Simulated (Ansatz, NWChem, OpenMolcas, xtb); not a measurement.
# Ligand exchange: CHBr2Cl + SiH3F → CHBrClF + SiH3Br

Gas-phase species: CHBr2Cl (chlorodibromomethane) `ClC(Br)Br`, singlet; SiH3F `F[SiH3]`, singlet; CHBrClF (bromochlorofluoromethane) `FC(Cl)Br`, singlet; SiH3Br `[SiH3]Br`, singlet. The partners trade Br for F: C–Br and Si–F bonds give way to C–F and Si–Br.

Shapes, held fixed at every level: PBE0-D4/def2-TZVP. Programs: Ansatz 0.2.0, NWChem 7.3.0, OpenMolcas 26.06, xtb 6.7.1, xtb 6.7.1 later snapshot. A level may come from different programs for different species; with the same settings they agree closely. The zero-point and thermal change to 298 K, harmonic and unscaled (PBE0-D4/def2-TZVP), is +1.0 kJ/mol.

(1) Estimate ΔH(298 K) of this reaction.

## Answers

(1) The highest level, CCSD(T)/def2-TZVPP, gives ΔH(298 K) = +44.4 kJ/mol; the levels span +4.4 to +55.4. The column of differences is taken from that level and isn't an error. No measured value is set beside it here. Relativity is left out for Br. Outer-core shells of Br are correlated, in sets that cover them unevenly.

| level | kind | ΔH(298 K) (kJ/mol) | less CCSD(T)/def2-TZVPP |
| --- | --- | --- | --- |
| GFN2-xTB | semi-empirical | +29.2 | -15.2 |
| HF/def2-SVP | Hartree–Fock | +4.4 | -40.0 |
| HF/def2-TZVPP | Hartree–Fock | +28.3 | -16.1 |
| SPW92/def2-TZVPP | LDA | +23.3 | -21.1 |
| r2SCAN-D4/def2-TZVPP | meta-GGA | +28.8 | -15.6 |
| B3LYP/6-31G* (spherical functions) | global hybrid | +19.1 | -25.3 |
| MP2/def2-TZVPP | perturbation theory | +55.4 | +11.0 |
| CCSD/def2-SVP | coupled cluster or CI | +17.1 | -27.3 |
| CCSD(T)/def2-TZVPP | coupled cluster or CI | +44.4 | 0.0 |

Every level makes the exchange endothermic, so the direction is secure even though its size is not. Fluorine prefers silicon: the electropositive Si atom forms a very strong, highly polar Si–F bond, reinforced by some donation from fluorine lone pairs into σ* orbitals on silicon. Bromine also binds more strongly to silicon than to carbon, but by a smaller margin, so forming C–F and Si–Br does not repay the loss of Si–F.

Basis set matters as much as correlation here. Hartree–Fock rises from +4.4 to +28.3 kJ/mol between def2-SVP and def2-TZVPP, probably because the smaller set lacks the polarisation flexibility that the Si–F bond needs. The low CCSD/def2-SVP value therefore probably reflects its basis more than the missing triples. Correlation raises the enthalpy further, and MP2 appears to overshoot this contribution. With coupled-cluster results at different excitation levels in the two basis sets, the remaining basis error in +44.4 kJ/mol cannot be determined.
